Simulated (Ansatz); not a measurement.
**Strength of the Te–H bond: TeH(CF3) → CTeF3 + H**

Species: TeH(CF3), singlet; CTeF3 `FC(F)(F)[Te]`, doublet; H atom, doublet. 

Shapes, held fixed at every level: PBE0-D4/def2-TZVP. Programs: Ansatz 0.2.0. The zero-point and thermal change to 298 K, harmonic and unscaled (PBE0-D4/def2-TZVP), is -13.9 kJ/mol.

| level | kind | ΔH(298 K) (kJ/mol) | less CCSD(T)/def2-TZVPP | CPU time (sum over the molecules) |
| --- | --- | --- | --- | --- |
| HF/def2-SVP | Hartree–Fock | +193.5 | -102.0 | – |
| HF/def2-TZVPP | Hartree–Fock | +196.1 | -99.4 | – |
| PBE-D4/def2-TZVPP | GGA | +292.1 | -3.4 | 16 s |
| B3LYP-D4/def2-TZVPP | global hybrid | +295.4 | -0.1 | 32 s |
| wB97M-V/def2-TZVPP | range-separated hybrid | +292.4 | -3.1 | 98 s |
| wB97X-V/def2-TZVPP | range-separated hybrid | +296.4 | +0.9 | 63 s |
| CCSD(T)/def2-SVP | coupled cluster or CI | +277.0 | -18.5 | 27 s |
| CCSD(T)/def2-TZVPP | coupled cluster or CI | +295.5 | 0.0 | 8.4 min |

The highest level, CCSD(T)/def2-TZVPP, gives ΔH(298 K) = +295.5 kJ/mol; the levels span +193.5 to +296.4. The column of differences is taken from that level and isn't an error. Hartree–Fock misses the correlation of the pair that is broken and comes out low. No measured value is set beside it here. Open shells run unrestricted. For atoms past krypton def2 sets carry core potentials with scalar relativity. Outer-core shells of Te are correlated in most correlated rows, in sets that cover them unevenly. Times are processor times on shared x86 and Arm servers, and rough.

The density functionals all lie within 3.4 kJ/mol of CCSD(T)/def2-TZVPP, with no steady gain from GGA to hybrids, as expected for a homolysis that gives two neutral, largely single-reference radicals. The bond is modest in strength because the diffuse Te 5p orbital overlaps poorly with H 1s, and the unpaired electron left behind sits mainly in a tellurium p orbital.

Enlarging the basis moves Hartree–Fock by little, from +193.5 to +196.1, but raises CCSD(T) from +277.0 to +295.5. The sensitivity therefore lies in the correlation energy, which needs higher angular functions to describe the bonding pair. The coupled-cluster value is probably not yet converged, so the near-coincidence with B3LYP-D4 doesn't establish that functional's accuracy or rank it above the others.

Spin–orbit coupling should stabilise the tellurium-centred radical, with its close-lying p-type components, more than the closed-shell parent. Including it would lower the bond enthalpy, probably opposing the remaining basis-set correction.
